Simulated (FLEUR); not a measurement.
# Energy against fixed total spin moment for CsCl-type MnZn at its measured cell: all-electron FLAPW with the LDA

In CsCl-type MnZn each manganese atom, with a partly filled 3d shell, has eight zinc nearest neighbours whose 3d shells are full. The magnetism is therefore expected to reside on manganese, with zinc contributing mainly broad s and p states. The question is how the energy changes as the total spin moment is forced up from zero, and where the moment settles when it is released. Such a curve shows how strongly a magnetic metal resists a change in the size of its moment, which matters when models of magnetic materials treat that size as fixed. The energies are LDA free energies per two-atom cell, measured from the run without spin polarisation; a negative value means that the polarised state is lower.

## Set-up

MnZn (CsCl type): the measured cell (COD); 2 atoms in the cell, atoms and cell held. FLEUR MaX-R8.1, all-electron FLAPW in bulk geometry, scalar-relativistic valence, LDA (VWN), basis cutoff 3.6 1/bohr, density cutoff 10.8 1/bohr, Fermi-Dirac smearing of 0.03 eV, muffin-tin radii Mn 2.45, Zn 2.45 bohr. Local moments are those inside the muffin-tin spheres. Collinear spins without spin-orbit coupling, 10x10x10 k-points. The total moment is held by two Fermi energies, one for each spin; the row marked free is the unconstrained run, and the row at M = 0 is the run without spin polarisation.

Notes on method and selection:

- Each run ends in the state reached from its start (the fixed-moment runs continue from an earlier run), which may not be the lowest.
- A uniform moment does not probe antiparallel order, which can lie lower.
- At small fixed moments unlike atoms can carry local moments of opposite sign, so the curve need not run smoothly into the unpolarised point.
- Stoner picture: E = M^2 (1/(2N) - I/4) for small M, with N the density of states of both spins at the Fermi energy of the unpolarised run and I the Stoner parameter of the cell.
- A blank cell means that the quantity does not apply to the row, or that its run was not made or gave no value that passed the checks named.
- Curves that are not smooth, that do not rise at the largest moment or whose runs differ in settings are not tabled.
- Runs that did not converge, have known faults or may not be shown are not listed, and runs on Ansatz's PAW sets soft_1 and soft_2 are kept to separate tables.

Columns:

- fixed moment (μB/cell): total spin moment of the cell, held fixed.
- energy from unpolarised (meV/cell): free energy of the cell less that of the run without spin polarisation.
- Mn moment (μB): largest spin moment inside a Mn sphere, signed along the total.

## Data

| member | fixed moment (μB/cell) | energy from unpolarised (meV/cell) | Mn moment (μB) |
| --- | --- | --- | --- |
| M = 0 muB | 0.000 | 0.0 | – |
| M = 0.687 muB | 0.687 | −64.8 | 0.741 |
| M = 1.37 muB | 1.374 | −263.2 | 1.476 |
| M = 2.06 muB | 2.061 | −542.6 | 2.174 |
| M = 2.75 muB | 2.747 | ? | ? |
| M = 3.05 muB, free | 3.053 | −805.9 | 3.102 |
| M = 3.43 muB | 3.434 | −765.8 | 3.416 |
| M = 4.12 muB | 4.121 | −522.4 | 3.891 |

Cells marked ? are withheld until the estimate has been made.

## Interpretation

The unpolarised state is unstable towards a uniform moment. The energy is already 64.8 meV/cell below zero at 0.687 μB, and doubling the moment to 1.374 μB multiplies the gain by 263.2 / 64.8 = 4.06. This is close to the factor of four expected from the Stoner form E = M² (1/(2N) − I/4), with a negative bracket: the exchange gain exceeds the band energy spent in moving electrons from one spin to the other.

The quadratic law weakens at larger moments. E/M² is −263.2 / 1.374² = −139.4 meV/μB² at 1.374 μB, but −805.9 / 3.053² = −86.5 meV/μB² in the free run. A likely reason is that the majority 3d states of manganese are filling up, so that each further transfer must reach higher majority states and empty deeper minority ones.

Released from the constraint, the moment settles at 3.053 μB/cell, 805.9 meV/cell below the unpolarised state. This is the lowest energy among the rows shown. Forcing the moment from 3.434 to 4.121 μB raises the energy by 243.4 meV/cell, a mean slope of 243.4 / 0.687 = 354 meV/μB.

The local moments fit this picture. In the free run the manganese sphere holds 3.102 μB, slightly more than the whole cell, so the zinc sphere and the region between the spheres together carry a small opposite moment. Between the last two rows the manganese moment grows by only 0.475 μB while the total grows by 0.687 μB; the rest of the added moment lies outside the manganese sphere.

The result concerns parallel manganese moments in the measured cell. An antiparallel arrangement, which a uniform moment does not probe, could lie lower.

## Estimating the withheld member

Plain estimates from the members shown:

- M = 2.75 muB, straight-line interpolation between M = 2.06 muB and M = 3.05 muB, free: w = (2.747 − 2.061) / (3.053 − 2.061) = 0.692, so −542.6 + 0.692 × (−805.9 − (−542.6)) = −724.7 meV/cell

The straight-line estimate of −724.7 meV/cell should lie too high, because it cuts across a curve that bends upwards near its minimum. The slope of the energy is half the difference between the two spin Fermi energies, and it vanishes in the free run, where they coincide. The energy can therefore be written as E = −805.9 + c (M − 3.053)², with c varying slowly with M.

The shown rows give c = 263.3 / 0.992² = 267.6 at 2.061 μB, 40.1 / 0.381² = 276.2 at 3.434 μB and 283.5 / 1.068² = 248.5 meV/μB² at 4.121 μB. With the withheld member, these moments are evenly spaced to within rounding. A parabola through the three values gives c = 276.2 + (267.6 − 248.5) / 3 = 282.6 meV/μB² at 2.747 μB. The energy is then −805.9 + 282.6 × 0.306² = −779.4 meV/cell.

The same construction can be tried on the row at 3.434 μB, using the rows at 1.374, 2.061 and 4.121 μB. At 1.374 μB, c = 542.7 / 1.679² = 192.5 meV/μB². The parabola gives 267.6 + (248.5 − 192.5) / 2 = 295.6 meV/μB², hence a rise of 295.6 × 0.381² = 42.9 meV/cell above the free run, against 40.1 in the table. This miss of 2.8 meV/cell sets the error bar at 3 meV/cell.

**Committed estimate, M = 2.75 muB: energy from unpolarised = −779 ± 3 meV/cell.**

## How the estimate fared

| member | fixed moment (μB/cell) | energy from unpolarised (meV/cell) | Mn moment (μB) |
| --- | --- | --- | --- |
| M = 2.75 muB | 2.747 | −775.2 | 2.824 |

| member | estimate | energy from unpolarised (meV/cell) | computed | estimate − computed | miss in error bars |
| --- | --- | --- | --- | --- | --- |
| M = 2.75 muB | committed | −779.0 | −775.2 | −3.8 | 1.3 |
| M = 2.75 muB | interpolation | −724.7 | −775.2 | +50.5 |  |

The estimate of −779 ± 3 meV/cell lies 3.8 meV/cell below the computed −775.2, outside its error bar by a small margin. It is far better than the straight line, which misses by 50.5 meV/cell.

The argument that held is that the energy is flat at the free moment, so that the curve must bend below a straight line drawn to it. The assumption that c varies slowly with M failed. The computed energy gives c = 30.7 / 0.306² = 327.9 meV/μB², against the interpolated 282.6 and the 276.2 found at 3.434 μB. The well is therefore somewhat steeper just below the free moment than a smooth c suggested.

A possible cause is structure in the density of states, since fewer states at either spin's Fermi energy make a further transfer of electrons more costly. With energy differences of only a few meV/cell, the finite k-point mesh may also contribute. The single trial behind the error bar was a thin basis for it.

## Members off the line

No row stands out on the energy scale of the whole curve, although the curvature c at 2.747 μB is higher than at its neighbours. The largest fixed moment, 4.121 μB, differs most in where the moment sits: the zinc moment has turned parallel to that of manganese, and the manganese sphere takes only 0.475 / 0.687 = 0.69 of the last increase. This ends a gradual decline, from (2.824 − 2.174) / (2.747 − 2.061) = 0.95 between 2.061 and 2.747 μB, as expected when the majority 3d states of manganese approach filling.

## Rules of thumb and their limits

For parallel moments in the measured cell, the LDA energy falls at each tabulated step up to the free moment of 3.053 μB and rises at the two larger ones. Within this range, an expansion about the free moment gave two rows to within about 4 meV/cell.

Reducing the moment by a tenth, from 3.053 to 2.747 μB, costs 30.7 meV/cell. That is close to the thermal energy at room temperature, roughly 26 meV, which suggests that a model of hot MnZn should not take a fixed size of the manganese moment for granted. The cost found here is for all manganese moments shrinking together; that of changing a single one among unchanged neighbours may differ.

The depth of the minimum also depends on the functional: gradient corrections to the LDA usually deepen such a minimum and enlarge the moment.
